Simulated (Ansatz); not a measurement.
Ta$_{2}$N: what the smearing entropy tells about the Fermi level

Method: Ansatz 0.2.0, DFT PBEsol, scalar-relativistic, plane waves, PAW.

```
Ta N
1.0
     5.29657    0.00000    0.00000
    -2.64829    4.58697    0.00000
     0.00000    0.00000    4.93918
Ta N
6 3
Direct
  0.66636 0.66636 0.75362
  0.00000 0.33364 0.75362
  0.33364 0.00000 0.75362
  0.33364 0.33364 0.24638
  0.00000 0.66636 0.24638
  0.66636 0.00000 0.24638
  0.66667 0.33333 0.50000
  0.33333 0.66667 0.50000
  0.00000 0.00000 0.00000
```

| Item | Value |
| --- | --- |
| plane-wave cutoff | 420 eV |
| Γ-centred k-mesh | 12×12×8 |
| spin treatment | unpolarised |

The same metal under several smearings of width σ, on one mesh. F is the free energy, TS the smearing's entropy term for the cell of 9 atoms, and E = F + TS. Gaussian occupations are ½ erfc[(ε − μ)/σ], and N counts both spins. Spin–orbit coupling is left out, which shifts the bands of heavy elements.

| rule | σ (eV) | F − F(narrowest) (meV/atom) | TS (meV/cell) |
| --- | --- | --- | --- |
| Fermi–Dirac | 0.5 | -170.865 | 3409.705 |
| Gaussian | 0.01 | 0.000 | 0.119 |
| Gaussian | 0.02 | -0.018 | 0.423 |
| Gaussian | 0.1 | -0.685 | 13.783 |
| Gaussian | 0.2 | -3.190 | 62.885 |
| Gaussian | 0.3 | -7.660 | 146.889 |

**Question.** For a density of states N (both spins) that is flat over the smeared range, TS = Nσ²/2 (Gaussian) and (π²/3)Nσ² (Fermi–Dirac). What N does each run give?

**Answer.**
| rule | σ (eV) | N (states/eV a cell) |
| --- | --- | --- |
| Fermi–Dirac | 0.5 | 4.15 |
| Gaussian | 0.01 | 2.37 |
| Gaussian | 0.02 | 2.11 |
| Gaussian | 0.1 | 2.76 |
| Gaussian | 0.2 | 3.14 |
| Gaussian | 0.3 | 3.26 |

Equal entropy needs σ_Gauss = π√(2/3) σ_FD = 2.57 σ_FD, so a Fermi–Dirac width acts like a Gaussian one 2.57 times as large. At moderate widths N lies between 2.76 and 3.26. The drift shows structure in the density of states within the smeared window (a rise with width points to a dip at the Fermi level, a fall to a peak or a steep flank), or a mesh too coarse for the narrower widths. At the narrowest widths only the few mesh levels within σ of μ count, so N can scatter there.

**Question.** To second order F = E0 − TS/2 and E = E0 + TS/2. How well does E0 = (E + F)/2 undo the smearing?

**Answer.**
| rule | σ (eV) | F − E0(narrowest) (meV/atom) | (E + F)/2 − E0(narrowest) (meV/atom) |
| --- | --- | --- | --- |
| Fermi–Dirac | 0.5 | -170.87 | 18.56 |
| Gaussian | 0.01 | -0.01 | 0.00 |
| Gaussian | 0.02 | -0.03 | 0.00 |
| Gaussian | 0.1 | -0.69 | 0.07 |
| Gaussian | 0.2 | -3.20 | 0.30 |
| Gaussian | 0.3 | -7.67 | 0.49 |

At Gaussian 0.3 eV the free energy is off by -7.67 meV/atom and the mean by 0.49. What remains is of order σ⁴ plus the mesh error of the narrowest run, which is no exact reference. Forces and stress are derivatives of F, not of E0, so they keep the σ² error.

Cost: 6 runs of about 10 core-minutes in all, on Intel Xeon Processor @ 2.50GHz (Skylake/Cascade Lake) (shared hosts).

The apparent density of states climbs from 2.11 to 4.15 states/eV a cell as the sampled window widens, with only the narrowest run, at 2.37, breaking the order. This suggests that Ta$_{2}$N is a metal whose Fermi level lies in a shallow dip rather than on a peak. The positive residual of (E + F)/2 fits this picture, since a density of states that rises away from the Fermi level makes the entropy term grow faster than σ².

A chemical reason is probably the filling of the Ta 5d band. Nitrogen 2p states lie deeper and take up part of the metal's valence electrons, leaving the close-packed Ta sublattice with a d count near that of the hexagonal group 4 metals, where bonding and antibonding d states are partly separated. The large extent of the 5d orbitals also broadens the band and keeps its density of states modest. The Fermi–Dirac value is an average over a broad window, so it shouldn't be used to estimate the low-temperature electronic specific heat.
